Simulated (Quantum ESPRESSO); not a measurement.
# Work function, surface force and excess energy of unrelaxed Al(110) films of 3 to 8 layers in PBE and LDA

An aluminium electrode only a few atomic layers thick need not have the work function of a thick one, and a shift of a tenth of an electronvolt already alters the barrier at a contact or tunnel junction. We follow Al(110) films from 3 to 8 layers and ask how the work function, the force on the top layer and the surface energy change as layers are added. The work function is the vacuum level less the Fermi level. The force is taken along the outward normal with all atoms at bulk places, and the excess energy is counted against the same number of bulk layers, for both faces together. PBE and LDA are run on identical geometries, and a measured value for a thick crystal is set beside the thickest film further on.

## Calculations

Quantum ESPRESSO 7.5 (pw.x), driven by a script. Symmetric 1×1 slabs of Al(110) (fcc) at the tabulated measured lattice constant, atoms at bulk places, 7.5 Å of empty space on each side as the script builds them, with open boundaries by the effective screening medium. Mesh 8×10×1 for all thicknesses, Marzari-Vanderbilt smearing of 0.02 Ry, spin-paired, no spin-orbit coupling. PBE, GBRV ultrasoft: cutoffs 40 and 200 Ry; LDA, GBRV ultrasoft: cutoffs 40 and 200 Ry. The excess energy is the slab's energy less the number of layers times the slope of a straight line through the thicker slabs; it is twice the surface energy per cell.

Notes on method and selection:

- Confinement between the two faces quantises the states along the normal, so values can oscillate with thickness.
- The measured lattice constant is no functional's own, which adds to the force.
- Runs in which the search for lower states was switched off are not listed.
- Runs that did not converge, have known faults or may not be shown are not listed, and runs on Ansatz's PAW sets soft_1 and soft_2 are kept to separate tables.

Columns:

- layers: number of atomic layers.
- Φ (eV): work function: vacuum level outside the slab less the Fermi level.
- force (eV/Å): force on the top atom along the outward normal; negative pulls it inwards.
- excess energy (meV): excess energy of the slab, both faces, per 1×1 cell.

## Table of results

```
member    layers  Φ (eV), PBE, GBRV ultrasoft  Φ (eV), LDA, GBRV ultrasoft  force (eV/Å), PBE, GBRV ultrasoft  force (eV/Å), LDA, GBRV ultrasoft  excess energy (meV), PBE, GBRV ultrasoft  excess energy (meV), LDA, GBRV ultrasoft
3 layers  3       4.263                        4.426                        −0.047                             −0.222                             1319                                      1587
4 layers  4       4.066                        4.242                        −0.236                             −0.413                             1199                                      1468
5 layers  5       3.971                        4.143                        −0.223                             −0.400                             1262                                      1533
6 layers  6       3.966                        4.139                        −0.207                             −0.374                             1341                                      1604
7 layers  7       ?                            4.211                        ?                                  −0.461                             ?                                         1563
8 layers  8       4.142                        4.305                        −0.181                             −0.359                             1183                                      1453
```

Cells marked ? are withheld until the estimate has been made.

## Mechanism

None of the three quantities changes steadily with thickness. In PBE the work function falls from 4.263 eV at 3 layers to 3.966 eV at 6, a drop of 0.297 eV, and is back up by 0.176 eV at 8 layers. LDA follows the same course, 0.163 to 0.176 eV higher.

Confinement offers a mechanism. Each added layer widens the well between the two faces, so the quantised states move down and new ones cross the Fermi level. For free electrons the pattern repeats whenever the width grows by half a Fermi wavelength, roughly 1.8 Å in aluminium. The (110) layers are only about 1.4 Å apart, so films of whole layers sample this repeat with a slow beat of 1 / (1 − 1.4 / 1.8) = 4.5, or about five layers when the lengths are rounded less. A minimum near 5 to 6 layers between higher values at 3 and 8 fits such a beat, though the films span only about one period. The fixed 8×10×1 mesh may add to the swings, and since both functionals use it, their agreement is no check on that.

The excess energy swings too. In PBE it drops from 1341 meV at 6 layers to 1183 meV at 8, a fall of (1341 − 1183) / 2 = 79 meV per cell and face. Any error in the fitted energy per layer also enters here, multiplied by the number of layers.

The force is inward in every film shown, as expected when electrons spread smoothly over an open surface and draw the top atoms down. It is weakest at 3 layers, −0.047 eV/Å in PBE, where the atom directly beneath a top atom belongs to the opposite face. LDA pulls inwards more strongly by 0.167 to 0.178 eV/Å. The measured lattice constant is larger than LDA's own, so the LDA film is held stretched, which acts in this direction.

## Predicting the missing value

Plain estimates from the members shown:

- 7 layers (PBE, GBRV ultrasoft), straight-line interpolation between 6 layers and 8 layers: w = (7 − 6) / (8 − 6) = 0.500, so 3.966 + 0.500 × (4.142 − 3.966) = 4.054 eV
- 7 layers (PBE, GBRV ultrasoft), from its own LDA, GBRV ultrasoft value plus the mean shift PBE, GBRV ultrasoft − LDA, GBRV ultrasoft over the other 5 members (−0.169, standard deviation 0.0054): 4.211 − 0.169 = 4.042 eV

We start from the LDA work function of the same 7-layer film. The two functionals share geometry and mesh, so the effects of confinement and of sampling should be nearly the same in both. The table bears this out: the PBE work functions shown spread over 0.297 eV, while the shift from LDA to PBE varies by only 0.013 eV.

Interpolating between the neighbouring thicknesses is less safe, because it assumes a straight course through an oscillation. In LDA, where the 7-layer value is known, it gives (4.139 + 4.305) / 2 = 4.222 eV against the computed 4.211 eV, which is 0.011 eV too high.

Tried on the 8-layer film, the chosen route subtracts the mean amount by which LDA exceeds PBE in the other four members, (0.163 + 0.176 + 0.172 + 0.173) / 4 = 0.171 eV, and gives 4.305 − 0.171 = 4.134 eV. The computed PBE value is 4.142 eV, a miss of 0.008 eV. Repeating this for each of the five members gives misses between about 0.003 and 0.008 eV, with a root mean square of 0.007 eV, which we take as the error bar.

The shift shows no steady course with thickness that would justify a correction for 7 layers, so the mean over all five members is used: 4.211 − 0.169 = 4.042 eV.

**Committed estimate, 7 layers (PBE, GBRV ultrasoft): Φ = 4.042 ± 0.007 eV.**

## Check

```
member    level                layers  Φ (eV)  force (eV/Å)  excess energy (meV)
7 layers  PBE, GBRV ultrasoft  7       4.041   −0.290        1293
```

```
member                          estimate                        Φ (eV)  computed  estimate − computed  miss in error bars
7 layers (PBE, GBRV ultrasoft)  committed                       4.042   4.041     +0.001               0.1
7 layers (PBE, GBRV ultrasoft)  interpolation                   4.054   4.041     +0.013
7 layers (PBE, GBRV ultrasoft)  shift from LDA, GBRV ultrasoft  4.042   4.041     +0.001
```

The estimate of 4.042 eV lies 0.001 eV above the computed 4.041 eV, well inside its error bar of 0.007 eV. It is the same number as the plain shift from LDA, and it did better than interpolation, which came out 0.013 eV too high.

The argument that both functionals respond alike to thickness held, and it holds for the other two columns as well. Over the other five films the force differs between the functionals by (0.175 + 0.177 + 0.177 + 0.167 + 0.178) / 5 = 0.175 eV/Å on average, and the excess energy by (268 + 269 + 271 + 263 + 270) / 5 = 268 meV. These mean shifts would have given a force of −0.461 + 0.175 = −0.286 eV/Å against the computed −0.290, and an excess energy of 1563 − 268 = 1295 meV against 1293.

Interpolation failed only mildly here. The same recipe at 4, 5 and 6 layers in PBE is too high by roughly 0.04 to 0.05 eV, because the work function curves upwards through its minimum.

The new value fits the slow beat expected from confinement, but it adds little evidence for it, since LDA had already shown the rise from 6 to 8 layers.

## Members off the line

The 3-layer film stands farthest from the rest. Its inward force in PBE is 0.047 eV/Å, against a mean of about 0.23 eV/Å for the other five, so it is weaker by about 0.18 eV/Å; in LDA the gap is about the same. It also has the highest work function, 0.121 eV above the next highest in PBE. With a single layer between the two faces, the charge rearrangements at both surfaces overlap, and a top atom lacks the deeper layers that it has in a thicker film. That is the likeliest reason for the odd force, although the columns don't show how much each part contributes.

The 7-layer film is unusual in its force alone. At −0.290 eV/Å in PBE the pull is stronger than at 6 layers by 0.290 − 0.207 = 0.083 eV/Å and than at 8 layers by 0.290 − 0.181 = 0.109 eV/Å, while its work function and excess energy lie between those of its neighbours. LDA shows the same jump. Sampling of the partly filled bands on the common mesh is the first thing to check, by repeating 6, 7 and 8 layers with a denser one. A real confinement effect on the charge near the top layer is the other possibility.

## Measured against computed

```
member    quantity  measured  computed, PBE, GBRV ultrasoft  computed − measured  conditions                                                                                                                    source
8 layers  Φ (eV)    4.23      4.142                          −0.088               compiled values differ between sources by a tenth of an eV or more; compiled experimental value; Al(110) single-crystal face  [1]
```

Sources:

[1] "Properties of real metallic surfaces: Effects of density functional semilocality and van der Waals nonlocality" (2017, arXiv:1702.08515)

Only the 8-layer film has a measured value beside it. The PBE work function of 4.142 eV is 0.088 eV below the compiled 4.23 eV, while LDA lies 4.305 − 4.23 = 0.075 eV above it. Compiled values differ between sources by a tenth of an electronvolt or more, so this comparison favours neither functional and does not settle the sign of either error.

The measured sample is also a different object. It is the face of a thick single crystal, whereas the computed film has 8 layers and its work function still depends on thickness: between 7 and 8 layers it changes by 0.101 eV in PBE, more than the difference from experiment. The real surface is relaxed as well, with its top layer drawn inwards, which may alter the work function by a few hundredths of an electronvolt.

Whether the computed course with thickness is reproduced in nature can't be judged from one measured value. That would take measurements on films of known layer number, and the substrate carrying them would bring a shift of its own.

## Conclusions and limits

From 3 to 8 layers, the work function, force and excess energy of unrelaxed Al(110) films vary without settling to a constant value. A single thin film is therefore a risky stand-in for the thick crystal.

For these films, the PBE work function follows from the LDA one to within about 0.01 eV by subtracting 0.17 eV. Interpolating between neighbouring thicknesses misses by up to about 0.05 eV.

In practical terms, PBE puts a contact potential difference of 4.142 − 3.966 = 0.176 V between regions 8 and 6 layers thick, with electrons flowing from the thinner region to the thicker one on contact.

Relaxation is the omitted effect that matters most for the force, which it would bring to zero. With an inward shift of roughly 0.1 Å and a PBE force of about 0.2 eV/Å that falls evenly to zero, the gain is half the force times the shift, so the surface energy would drop by about 0.5 × 0.2 × 0.1 = 0.01 eV per cell and face, well below the variation with thickness.

[Logs are printed without paths, hosts, clocks, repeated set-up lines and the standing remarks that a program may print on its own settings, such as how far it seeks lower states.]
